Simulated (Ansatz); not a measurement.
# PbSe (Fm-3m): starting gap and G0W0 gap against the fraction of exact exchange in a PBE hybrid start

Rock-salt lead selenide has a valence edge of Se 4p states with Pb 6s mixed in, and a conduction edge built mainly on Pb 6p. All five members are this one compound in its measured cell, and only the fraction α of exact exchange in the starting hybrid changes. My question is how far the starting gap moves with α, and how much of that movement survives a one-shot G0W0 step. It matters because PbSe is used in infrared detectors and thermoelectrics, where a few tenths of an eV in the gap change the predicted behaviour altogether. I measure each G0W0 gap against the starting gap on the same mesh; the table holds no measured gap.

## How the numbers were made

Structures are measured cells from a diffraction database. Ansatz 0.2.0, plane waves with PAW (wavefunction cutoff 420 eV), no spin polarisation. One-shot G0W0 by contour deformation on a 6×6×6 mesh with 254 bands and a screening cutoff of 150 eV, short of the basis limit, all fixed; only the start changes: a global hybrid of PBE with a fraction α of exact exchange, self-consistent. All ran on one NVIDIA H100 80GB HBM3 (shared by 6 runs), shared with other work, so times are rough. The PAW files of Ansatz are those of its set soft_1.

Notes on method and selection:

- The G0W0 steps are scalar-relativistic: spin-orbit coupling is not in them.
- Where an edge is built on 6p states of lead, the gap without spin-orbit coupling can stand too wide by tenths of an eV, in lead halide perovskites by over one eV.
- The program flags the k mesh as coarse for exact exchange, which bears on every row.
- Runs that did not converge, have known faults or may not be shown are not listed, and runs on Ansatz's PAW sets soft_1 and soft_2 are kept to separate tables.

Columns:

- α: fraction α of exact exchange in the start.
- RPA ε∞: RPA ε∞ of the start on the mesh (harmonic mean).
- Z valence: renormalisation factor Z at the valence edge.
- G0W0 gap (eV): G0W0 gap on the mesh.
- start gap (eV): gap of the starting calculation on the same mesh.
- correction (eV): G0W0 gap less start gap.
- time (s): wall time of the whole run.

Input lines of one member:

```
kpoints:
  mp_grid: { grid: [6, 6, 6] }
hamiltonian:
  xc: { exchange: pbe, correlation: pbe, exx: { coeff: 0.2 } }
  pseudopotentials: { kind: paw, azcp: { folder: soft_1 } }
scf:
  occupations: { method: fixed }
gw:
  n_empty_bands: 239
  ecut_chi: 150.0
  qp_bands: [v2, c2]
  qp_kpoints: band_edges
  screening: { model: contour_deformation }
```

Command (options for logging and memory left out): `ansatz run input.yaml --threads 2 --backend cuda --devices 1 --max-vram 13GiB`

## Results

| member | α | RPA ε∞ | Z valence | G0W0 gap (eV) | start gap (eV) | correction (eV) | time (s) |
| --- | --- | --- | --- | --- | --- | --- | --- |
| α = 0.2 | 0.20 | 13.33 | 0.791 | 0.86 | 1.04 | −0.181 | 54 |
| α = 0.35 | 0.35 | 9.87 | 0.813 | 1.06 | 1.66 | −0.607 | 71 |
| α = 0.4 | 0.40 | 9.12 | 0.819 | 1.12 | 1.88 | −0.759 | 95 |
| α = 0.75 | 0.75 | 5.97 | 0.853 | 1.57 | 3.51 | −1.934 | 91 |
| α = 0.9 | 0.90 | 5.21 | 0.865 | 1.76 | 4.25 | −2.485 | 77 |

## What drives the series

Both gaps rise with α at every step, but at very different rates. From α = 0.20 to 0.90 the starting gap grows by 4.25 − 1.04 = 3.21 eV, or 3.21 / 0.70 = 4.59 eV per unit of α. The G0W0 gap grows by 1.76 − 0.86 = 0.90 eV, or 0.90 / 0.70 = 1.29 eV per unit of α. The G0W0 step therefore keeps 0.90 / 3.21 = 0.28 of the spread in the starts and removes the rest.

The starting gap rises because exact exchange lowers the occupied states relative to the empty ones, and the hybrid adds it in proportion to α without asking how well the crystal screens. G0W0 puts a screened interaction in its place. At long range the share of exchange left after screening is roughly $1/\varepsilon_\infty$, which is 1 / 13.33 = 0.075 at α = 0.20 and 1 / 5.21 = 0.192 at α = 0.90. In every row α is larger than this share, so the start has too much long-range exchange by its own screening, and the correction is negative. It grows from −0.181 to −2.485 eV as the excess grows. A separate run from plain PBE, with no exact exchange, has a correction that opens the gap, as the same argument expects, though the program flags its band edge as doubtful. The comparison does not tell where the sign changes, however. The line through the corrections at α = 0.20 and 0.35 reaches zero at α = 0.20 − 0.15 × 0.181 / (0.607 − 0.181) = 0.14. On this mesh $1/\varepsilon_\infty$ is only 0.075 at α = 0.20 and smaller still below it, so there is a range of α above $1/\varepsilon_\infty$ where the correction would still open the gap. A likely reason is that screening is weaker at short range, where more of the exchange survives than the long-range share.

What remains of the start in the G0W0 gap has two possible sources, and the table cannot separate them. A wider starting gap makes the crystal less polarisable, $\varepsilon_\infty$ falls from 13.33 to 5.21, and weaker screening favours a wider quasiparticle gap. The orbitals and energies that enter the Green's function change at the same time, and with the orbitals the exchange part of the self-energy. The plain PBE run, as far as its flagged edge can be trusted, speaks against screening as the only source: from PBE to α = 0.20 the share $1/\varepsilon_\infty$ changes by more than from 0.20 to 0.35, yet the G0W0 gap widens by slightly less. To divide the slope, one would have to change the orbitals and the screened interaction one at a time.

## Residuals

The G0W0 gaps lie within about 0.01 eV of the straight line joining the two end members, which is no more than rounding. The starting gaps bend slightly upwards. At α = 0.40 the line between the ends gives 1.04 + 0.20 × 4.59 = 1.96 eV, and the computed gap is 1.88 eV, 0.08 eV lower and the largest departure. With fixed orbitals the gap between two given states would be linear in α, so I suspect the bend comes from the orbitals readjusting. A switch of the band edge to another k point would bend the curve the other way.

The larger oddity is the level of the whole G0W0 column. PbSe is a narrow-gap, mid-infrared material, and even the smallest value, 0.86 eV, is too wide for that. The first suspect is the missing spin-orbit coupling, which would pull the Pb 6p conduction edge down by tenths of an eV. That could account for much of the excess at α = 0.20. It is too small to rescue 1.76 eV at α = 0.90, where the underscreened start adds its own error.

## Questions the table answers

**What would a start with the common fraction α = 0.25 give?**

I interpolate between α = 0.20 and 0.35. The G0W0 gap comes to 0.86 + 0.05 × (1.06 − 0.86) / 0.15 = 0.93 eV, and the starting gap to 1.04 + 0.05 × (1.66 − 1.04) / 0.15 = 1.25 eV. As a check on the method, I predict the member at α = 0.40 from its neighbours at 0.35 and 0.75. This gives 1.06 + 0.05 × (1.57 − 1.06) / 0.40 = 1.12 eV for G0W0, as computed, and 1.66 + 0.05 × (3.51 − 1.66) / 0.40 = 1.89 eV for the start, against 1.88 eV computed.

**How closely must α be fixed to hold the gap within 0.1 eV?**

For G0W0 the answer is 0.1 / 1.29 = 0.08 in α. For the hybrid gap alone it is 0.1 / 4.59 = 0.02. Both figures belong to this mesh and to α between 0.20 and 0.90. The G0W0 step makes the choice of α less critical, but two published G0W0 gaps from different hybrids can still differ visibly for this reason alone.

**Can the hybrid gap stand in for the G0W0 gap?**

At α = 0.20 the hybrid gap is wider by 0.181 eV, which is 0.181 / 0.86 = 21 % of the G0W0 gap. At α = 0.35 the excess is already 0.607 / 1.06 = 57 %. For a narrow-gap material I would accept neither as a substitute.

## Conclusions and limits

Between α = 0.20 and 0.90, on this mesh, the G0W0 gap keeps a little over a quarter of the starting gap's dependence on exact exchange. In the plain PBE run both gaps are smaller than at α = 0.20, but they fall by less than the slopes of the table would give, so I would not extend those slopes below 0.20. A run from Hartree–Fock is left out of the table. Of the hybrids listed, I would start from α = 0.20, because its correction is the smallest and the one-shot step has the least to repair. That does not prove its G0W0 gap the most accurate.

The slopes are more useful here than the absolute gaps, but they too are untested against a denser mesh. Spin-orbit coupling would lower every gap. More bands and a higher screening cutoff would more often widen a G0W0 gap than narrow it. The k mesh is coarse for exact exchange, and that error enters the starting gap in proportion to α, so it may colour the slope of 4.59 eV. In G0W0 it need not be a common shift. The self-energy contains the full exchange in every row, but screening cancels most of its long-range part, and the share left over rises from 0.075 to 0.192 along the series. The mesh error can therefore change with α here too, and colour the slope of 1.29 eV and the ratio of 0.28. The values of $\varepsilon_\infty$ also belong to this one mesh, and in a narrow-gap crystal they can depend strongly on it, so the shares $1/\varepsilon_\infty$ are rough. A plain PBE run on a coarser mesh is left out, and the table itself contains no mesh test.

[Logs are printed without paths, hosts, clocks, repeated set-up lines and the standing remarks that a program may print on its own settings, such as how far it seeks lower states.]
